# Cold positive ions and the threshold $\gamma>5+\sqrt{24}$

**Conventions.** Temperatures are in eV. $\Phi=0$ far from the probe, $\eta=-e\Phi/T_e$, $\gamma=T_e/T_-$, $\alpha=n_-/n_e$ ($\alpha_0$ far away, $\alpha_s$ at the sheath edge). Speeds are in units of $\sqrt{T_e/M}$, with $M$ the positive-ion mass and $T_e$ taken as an energy. The sheath is thin ($\lambda_D\ll r_p$), and there are no collisions or ionisation in the collecting region.

## 1. The cold result

Electrons and negative ions are repelled and follow Boltzmann. Quasi-neutrality gives

$$N\equiv\frac{n_+}{n_{+0}}=\frac{e^{-\eta}+\alpha_0e^{-\gamma\eta}}{1+\alpha_0},\qquad \alpha=\alpha_0e^{(1-\gamma)\eta},\qquad -\frac{N'}{N}=\frac1{c^2},\qquad c^2\equiv\frac{1+\alpha}{1+\gamma\alpha},\tag{1}$$

with $'=d/d\eta$. Let $g=\Gamma_+/(n_{+0}\sqrt{T_e/M})$ be the inward flux density. Continuity gives $r^2g=$ const, so $d\eta/dr$ diverges where $g'=0$. That point is the sheath edge.

Ions at rest at infinity fall radially with speed $\sqrt{2\eta}$, so $g=N\sqrt{2\eta}$, and $g'=0$ gives $\eta_s=c^2/2$. Then $\ln\alpha_0=\ln\alpha_s+(\gamma-1)c^2/2$. Folds of this curve satisfy $d\alpha_0/d\alpha_s=0$:

$$\frac{(\gamma-1)^2\alpha_s}{(1+\gamma\alpha_s)^2}=2.\tag{2}$$

This is a quadratic in $\alpha_s$ with discriminant $(\gamma-1)^2(\gamma^2-10\gamma+1)$. For $\gamma>1$, two folds, and three roots between them, exist if $\gamma>\gamma_c=5+\sqrt{24}=9.90$ (Braithwaite and Allen 1988).

For $\gamma=30$: $1800\alpha_s^2-721\alpha_s+2=0$, $\alpha_s=0.398$ and $0.00279$, $\alpha_0=1.91$ and $1.87\times10^3$. The roots are two maxima of $g$ and the minimum between them. The quasi-neutral solution followed inward ends at the first maximum. That maximum jumps at the lower fold, $\alpha_0=1.91$, from $\eta_s\approx1/2$ to $\eta_s=0.0540$, which is $1.62\,T_-$. The value $T_-/2$ is reached only as $\alpha_0\to\infty$. What lies beyond the first maximum needs Poisson's equation and is not treated here.

## 2. Where $T_+=0$ enters

In one place, $g=N\sqrt{2\eta}$, which carries two statements:

- no kinetic energy at infinity;
- no angular momentum, so the whole speed is radial.

The low branch is suspect at once, since its drop is of order $T_-$ and $T_+$ is of the same order.

## 3. Dropping it: monoenergetic isotropic ions

Give every ion the energy $\beta T_e$ at infinity, with isotropic directions (the closure of Bohm, Burhop and Massey 1949). Speeds: $s=\sqrt{2\beta}$ at infinity, $w=\sqrt{2(\eta+\beta)}$ locally. Let $\mu$ be the cosine of the angle between the velocity and the inward radial direction.

By Liouville's theorem the distribution function is constant along orbits. The density per solid angle is therefore $n_{+0}(w/s)/4\pi$ in directions connected to infinity and zero in the others; trapped orbits are empty. Ions with impact parameter below some $b$ are absorbed. Angular momentum conservation, $rw\sqrt{1-\mu^2}=bs$ on the limiting orbit, makes the filled directions a cone $\mu_0<\mu\le1$. Far out $\mu_0<0$ (only an outgoing cone is missing). Inside the absorption radius, where $\mu_0=0$, one has $\mu_0>0$. In both regions

$$N=\frac ws\,\frac{1-\mu_0}{2},\qquad g=\frac{w^2}{s}\int_{\mu_0}^1\frac{\mu\,d\mu}{2}=\frac{w^2}{4s}(1-\mu_0^2).$$

Eliminating $\mu_0=1-2Ns/w$:

$$g=N\sqrt{2(\eta+\beta)}-N^2\sqrt{2\beta}.\tag{3}$$

Checks: $g=0$ at $\eta=0$, and $\beta\to0$ returns the cold form. $\mu_0$ rises monotonically from $-1$. While $\mu_0\le0$, $g=w^2(1-\mu_0^2)/4s$ increases, so the edge always lies inside the absorption radius. The mass does not appear, so O$_2^+$ and O$^+$ with equal $\beta$ share the same $\eta_s$.

**Edge.** With (1), $g'=\dfrac{N}{wc^2}\left(c^2-w^2+2Nsw\right)$, so

$$w^2-2Nsw=c^2.\tag{4}$$

This is the kinetic Bohm criterion at equality: over the cone $\langle v_r^{-2}\rangle=1/(w^2\mu_0)$, and $w^2\mu_0=w^2-2Nsw$. Solving (4) for $w$,

$$\eta_s=\frac{c^2}{2}+Ns\sqrt{c^2+N^2s^2}+\beta(2N^2-1).\tag{5}$$

**First correction.**

$$\eta_s=\frac{c^2}{2}+\sqrt{2\beta}\,Nc+O(\beta),\qquad \delta g_s=-\sqrt{2\beta}\,N^2\ \ (\alpha_0\text{ fixed}).\tag{6}$$

The flux form follows because $g$ is stationary at the edge. The correction is of order $\sqrt{T_+/T_e}$ and comes from angular momentum: oblique ions have too little radial speed, and a larger drop is needed. The initial energy enters only at the next order, as $-\beta$, with the opposite sign.

## 4. Folds and threshold

A fold is a double root in $\eta$ of (4) at fixed $\alpha_0$. Use $(c^2)'=(\gamma-1)^2\alpha/(1+\gamma\alpha)^2$ and, on (4), $(Nw)'=N(c^2-w^2)/(c^2w)=-2N^2s/c^2$. Since $(w^2)'=2$,

$$\frac{(\gamma-1)^2\alpha_s}{(1+\gamma\alpha_s)^2}=2\left(1+\frac{4\beta N^2}{c^2}\right).\tag{7}$$

No $\sqrt\beta$ term appears. Reason: the term $Nc$ in (6) is the cold flux at its stationary point, which does not change with $\eta$ at fixed $\alpha_0$.

**Threshold.** The left side of (7) peaks at $\alpha_s=1/\gamma$ with value $(\gamma-1)^2/4\gamma$, whose slope at $\gamma_c$ is $\sqrt{24}/2\gamma_c=0.247$. At the cold cusp $c^2=(\gamma_c+1)/2\gamma_c=0.551$, $\alpha_0=e^{\sqrt6}/\gamma_c=1.17$, $N=0.385$. Hence

$$\delta\gamma_c=\frac{8\beta N^2}{c^2}\,\frac{2\gamma_c}{\sqrt{24}}=8.72\,\beta+O(\beta^{3/2}).\tag{8}$$

**Fold position.** By (7), $\alpha_s$ moves only at $O(\beta)$, and $\alpha_0$ is stationary in $\alpha_s$, so $\delta\ln\alpha_0=(\gamma-1)\,\delta\eta_s$ at fixed $\alpha_s$ up to $O(\beta^2)$. At fixed $\alpha_s$, $N=e^{-\eta}(1+\alpha_s)/(1+\alpha_0)$ gives $\delta\ln N=-\left[\frac1{\gamma-1}+\frac{\alpha_0}{1+\alpha_0}\right]\delta\ln\alpha_0$. Expanding (5), $\delta\ln\alpha_0=\Delta_1+\Delta_2+O(\beta^{3/2})$ with cold values on the right:

$$\Delta_1=(\gamma-1)\sqrt{2\beta}\,Nc,\qquad \Delta_2=(\gamma-1)\beta(2N^2-1)-\Delta_1^2\left[\frac1{\gamma-1}+\frac{\alpha_0}{1+\alpha_0}\right].\tag{9}$$

On the low branch $c\sim\gamma^{-1/2}$, so $\Delta_1\sim\sqrt{\gamma\beta}$. The expansion parameter there is $\gamma\beta\sim T_+/T_-$, not $\beta$.

## 5. Size: spherical probe in O$_2$, $\gamma=30$

Typical inputs for a low-pressure O$_2$ processing discharge: $T_e=3$ eV and $T_+\approx0.05$ eV; $\gamma=30$ then means $T_-=0.1$ eV. Take the mean energy $\tfrac32T_+$: $\beta=0.025$, $s=0.224$, $\gamma\beta=0.75$. "Full" means (3), (5), (7) solved without expansion.

| Quantity | cold | with $\sqrt\beta$ term | full |
|---|---|---|---|
| $\eta_s$, $\alpha_0=1$ | 0.500 | 0.568 | 0.544 |
| $g_s$, $\alpha_0=1$ | 0.303 | 0.283 | 0.291 |
| $\alpha_0$, lower fold | 1.91 | 5.04 | 2.53 |
| $\eta_s$, lower fold | 0.0540 | 0.0875 | 0.0681 |
| $\gamma\eta_s$, $\alpha_0\to\infty$ | 0.500 | 1.24 | 0.751 |
| $\sqrt\gamma\,g_s$, $\alpha_0\to\infty$ | 0.607 | 0.156 | 0.545 |

For $\alpha_0\to\infty$, $N=e^{-\gamma\eta}$, and the problem is the electropositive one with $\eta\to\gamma\eta$, $\beta\to\gamma\beta$.

- **High branch** ($\alpha_0=1$): the drop rises by 9 % and the flux falls by 4 %. The first term has the right sign and overshoots.
- **Lower fold:** cold $N=0.456$, $c=0.329$, so $\Delta_1=+0.97$ and $\Delta_2=-1.08$. The second term exceeds the first, and the series is useless. The full solution has $\alpha_s=0.351$, $N=0.358$, $\delta\ln\alpha_0=+0.28$. The onset $\alpha_0$ rises by 33 %, the drop by 26 %, from 0.162 V to 0.204 V. The ions arrive in a cone of half-angle $51^\circ$.
- **Strongly electronegative limit:** drop up by 50 %, flux down by 10 %.
- **Upper fold** (formal, as the first maximum is met earlier): $N$ is tiny, only $-\beta$ survives in (5), and $\alpha_0$ falls by the factor $e^{-(\gamma-1)\beta}=0.48$ to $9.1\times10^2$.
- **Threshold:** (8) gives $+0.22$. Putting $\alpha_s=1/\gamma$ in (7) and solving with (5) yields a fold at $\gamma=10.04$, an upper bound. Since the right side of (7) exceeds 2, 9.90 is a lower bound. The shift is at most 1.4 %, and $\gamma=30$ stays far above threshold.

## 6. What else is neglected

Take $r_p=1$ mm, $n_{e0}=10^{10}$ cm$^{-3}$, 5 mTorr at 300 K ($n_g=1.61\times10^{14}$ cm$^{-3}$), and an approximate ion–neutral cross section of $5\times10^{-15}$ cm$^2$. Then $\lambda_{De}=0.13$ mm and $\lambda_i=1.2$ cm. At the edge $g=sb^2/4r_s^2$, so for $\alpha_0=1$ and $r_s\approx r_p$, $b=2.3$ mm. The neglected parameters are $\lambda_{De}/r_p=0.13$ and $b/\lambda_i=0.18$. They rival the high-branch corrections, which such a probe could not isolate, and they are not far below the shifts at the lower fold. Collisions would also fill trapped orbits. For Maxwellian ions $b$ depends on energy and the coefficients change by amounts not computed here.

All numbers belong to the monoenergetic, collisionless, thin-sheath model with the inputs above, not to an oxygen discharge as such. Within that model the threshold near 10 survives warm positive ions, while the electronegativity at which the low root appears moves from about 1.9 to about 2.5.